## A dark state beside a bright one

The second singlet state looks wrong. Its overlap measure, 0.67, is almost that of the third state, 0.70, and the two lie close in energy. Yet the third absorbs light with an oscillator strength of 0.122, while the second prints as zero. The molecule is a pair of thiophene rings joined by a single bond, with a CF$_3$ group at one end.

Vertical singlet excitations of 5-(trifluoromethyl)-2,2′-bithiophene (C9H5F3S2) in the gas phase, calculated with PySCF 2.14.0 using Tamm-Dancoff wB97X-D/def2-SVP, density fitting and a frozen core in the response. The geometry is a single conformer optimised with GFN2-xTB. Lambda is the spatial overlap of the orbital pairs.

| row | singlet state | singlet energy (eV) | singlet oscillator strength | singlet exciton size (Å) | singlet orbital overlap lambda | singlet main from | singlet main to |
| --- | --- | --- | --- | --- | --- | --- | --- |
| 1 | 1 | 4.400 | 0.663 | 3.500 | 0.810 | HOMO | LUMO |
| 2 | 2 | 5.470 | 0.000 | 3.460 | 0.670 | HOMO-1 | LUMO |
| 3 | 3 | 5.670 | 0.122 | 3.320 | 0.700 | HOMO-2 | LUMO |
| 4 | 4 | 5.900 | 0.000 | 3.290 | 0.390 | HOMO | LUMO+2 |
| 5 | 5 | 6.100 | 0.000 | 3.250 | 0.430 | HOMO | LUMO+3 |

The singlet states are called S1 to S5 here, and S0 is the ground state. An excitation lifts an electron out of an occupied orbital and leaves a hole there. HOMO is the highest occupied orbital and LUMO the lowest empty one; HOMO-1 and HOMO-2 lie below the first, LUMO+2 and LUMO+3 above the second. The exciton size is the root-mean-square distance between hole and electron.

## Three explanations

S2, S4 and S5 are all nearly dark. A first explanation is poor overlap: if hole and electron occupy different regions, light couples them weakly. A second is charge transfer, in which the electron moves away from the hole towards another part of the molecule. A third is that symmetry cancels the transition even where hole and electron share the same space.

The oscillator strength $f$ shows where to look. In atomic units it is

$$f=\tfrac23\,E\,|\boldsymbol{\mu}|^2,$$

where $E$ is the excitation energy and $\boldsymbol{\mu}$ the transition dipole, which measures how strongly the light's electric field connects two states. The energies of S2 and S3 differ by only about 4 %. The contrast between them must therefore lie in the dipole.

## Why overlap is tempting, and where it fails

Overlap puts the five states almost in their order of brightness. The two states with the lowest $\lambda$ are dark, and the one with the highest is the brightest. With the unrounded strengths, the rank correlation is 0.9, where 1 would mean identical order. On ranks alone, the case would look closed.

The sizes reopen it. A straight line for $\log_{10} f$ against $\lambda$, fitted by least squares to all five states, makes S3 only 1.7 times as strong as S2. The calculation makes it about 270 times as strong. The line also puts S2 about 36 times too high, although S2 was part of the fit.

Two limiting cases show why. The measure $\lambda$ compares the magnitudes of the hole and electron orbitals and discards their signs; the dipole keeps the signs. When $\lambda$ tends to zero, the orbitals have no space in common and the transition must go dark. When $\lambda$ tends to one, the magnitudes match, but positive and negative contributions to the dipole can still cancel. Low overlap can make a state dark, but good overlap doesn't guarantee a bright one.

## Why charge transfer does not fit

Full charge transfer would leave the hole on one ring and put the electron on the other. The distance between their centres would then approach the distance between the rings. In S2 that separation is only 0.29 Å, the smallest of the five states. Equal transfers in both directions would also leave the centres close together, but they would make the exciton larger than if hole and electron were placed independently. For S2 the independent value, from the spreads of hole and electron and the distance between their centres, is 3.74 Å; the computed size is smaller, at 3.46 Å. Charge transfer therefore doesn't dominate S2, and its darkness needs another cause.

In S4 and S5 the centres are further apart, at 1.2 and 1.1 Å. That is still far from full transfer: the electron settles on a sulfur atom and its neighbouring carbons, while the hole spreads over both rings, with its largest parts on the electron's own ring. The exciton size points the same way, since it shrinks at each step from S1 to S5. Some charge does move, but the low overlap here doesn't mean that the electron has crossed to the other ring.

## A simpler system: an electron in a box

An electron in a one-dimensional box with a flat floor shows how cancellation works. Its lowest level is even about the centre, the second is odd and the third is even again. Light changes the parity, so it drives the electron from the first level to the second but not from the first to the third. The first and third levels nevertheless occupy much of the same space. An electron already in the second level can absorb light and reach the third.

The molecule has an approximate counterpart of the box's centre. If the two rings lie in one plane with their sulfur atoms on opposite sides, the midpoint of the bond between them acts as a centre of inversion, except for the CF$_3$ group. The calculation fits this shape: in S4 and S5 the electron moves to one sulfur or the other, and the two changes in the molecule's dipole point in nearly opposite directions. The box stands only for this parity rule. It has one electron and one dimension, so it can give neither the energies of the molecule nor the nature of S4 and S5.

## Looking from S1 instead of S0

The box suggests a test: start from a state of the other parity. S0 is even, and S1 must be mainly odd because it is reached so strongly from S0. If S2 is even and S3 odd, their contrast should reverse when the light is absorbed from S1.

It does reverse. From S1, S2 is about 24 times as strong as S3, with $f=0.053$ for S2. These strengths use unrelaxed transition densities, so the reversal matters more than the exact factor. Poor overlap between the hole and electron of S2 would offer no reason for such a switch, whereas parity forbids S3 from S1 and allows S2.

The cancellation is incomplete because the two ends of the molecule differ. In the limit of equal ends and an exact centre of inversion, S2 would have no transition dipole from S0 at this fixed geometry. In the calculated molecule a small remnant survives, with $f=0.00045$.

## How lopsided orbitals make a balanced state

The orbitals themselves look far from symmetric. HOMO-1 has most of its sulfur weight on the ring without CF$_3$, and HOMO-2 has most of it on the other ring. The likely reason is that CF$_3$ withdraws electrons and lowers the levels of its own ring, though this one molecule can't test that. Approximate parity returns because each excited state mixes both orbitals.

S2 is mainly HOMO-1 to LUMO, with a weight of 0.738, but it also contains HOMO-2 to LUMO with a weight of 0.084. Both routes put the electron in the same orbital, so their hole amplitudes must be added before squaring. An amplitude is the square root of a weight, which makes the small partner matter: a weight of 0.084 corresponds to an amplitude of 0.29.

The sulfur of the plain ring serves as a worked case. It carries 0.448 of HOMO-1 and 0.085 of HOMO-2. With opposite signs for the two contributions, its share of the S2 hole is

$$\left(\sqrt{0.738\times0.448}-\sqrt{0.084\times0.085}\right)^2\approx0.24.$$

On the sulfur of the CF$_3$ ring the contributions add, and the same steps give 0.22. The full calculation finds 0.24 and 0.23, so the hole is nearly balanced. Adding the weights without interference would give 0.34 and 0.11, a lopsided hole.

The relative sign in S2 was chosen to match the computed shares. S3 must then take the opposite sign, because the two states are orthogonal, and its predicted shares also come within about 0.02 of the computed ones. Both holes thus cover the two sulfur atoms almost equally, but with opposite relative phase, and that is how states of opposite parity differ. The estimate shows how the hole is built; it does not predict $f$, to which further orbital pairs contribute.

## S4 and S5 are dark for another reason

If parity about the centre were the whole story, S4 and S5 might also brighten when reached from S1. They don't: their strengths from S1 are at most 0.00001. The difference lies in the orbital that receives the electron. In S1 to S3 it is mainly a π* orbital, with lobes above and below the rings; in S4 and S5 it is a σ* orbital along the carbon–sulfur bonds of one ring.

The plane of the rings now sets the rule. A π orbital changes sign on reflection in that plane, and a σ* orbital does not. For a perfectly flat pair of rings, a transition between them can have a dipole only at right angles to the plane. A ππ* transition has its dipole within the plane, where it can draw on the length of the conjugated system.

The computed directions follow this pattern. The dipoles of S4 and S5 are almost parallel, as expected for two rings in nearly the same plane, and those of S1 to S3 are perpendicular to them within one degree. The out-of-plane dipoles are also small, about 0.05 and 0.04 atomic units, compared with 2.5 for S1. Theory offers a reason for the size: p orbitals on the same atom give no dipole with one another. Hole and electron meet mainly on the carbon atoms bonded to sulfur, and wherever p orbitals of one atom meet there, their overlap adds nothing to the dipole.

Spin–orbit coupling gives a separate sign of the σ* character. It joins states of different spin most readily when a p orbital also turns in space, as between a πσ* singlet and a ππ* triplet. The couplings of S4 and S5 to the lowest triplet, a ππ* state, are 43 and 31 cm$^{-1}$; those of S1 to S3 are below 0.5 cm$^{-1}$. S2 and S3 make the comparison useful, because nearly half of each hole sits on sulfur, yet the coupling stays small.

## Using the two rules

For a related flat molecule, the first question is whether the electron stays among π orbitals. If it enters a σ* orbital, weak absorption is likely from both S0 and a ππ* excited state. If it stays in the π system, the next question is whether the two halves are nearly equivalent through a centre of inversion. Then a state can be dark from S0 and still be reached by light from S1.

In an ultraviolet spectrum, a missing band therefore doesn't prove a missing state. The strengths belong to one fixed geometry, and vibrations or a twist between the rings can relax both rules. The order of S2 to S5 is also insecure: neighbouring states lie only about 0.2 eV apart, and the small basis lacks the diffuse functions needed for spread-out Rydberg states. The method also leaves out double excitations, which can mix into an even state such as S2 and shift its energy. The character of a state is a safer guide here than its number.
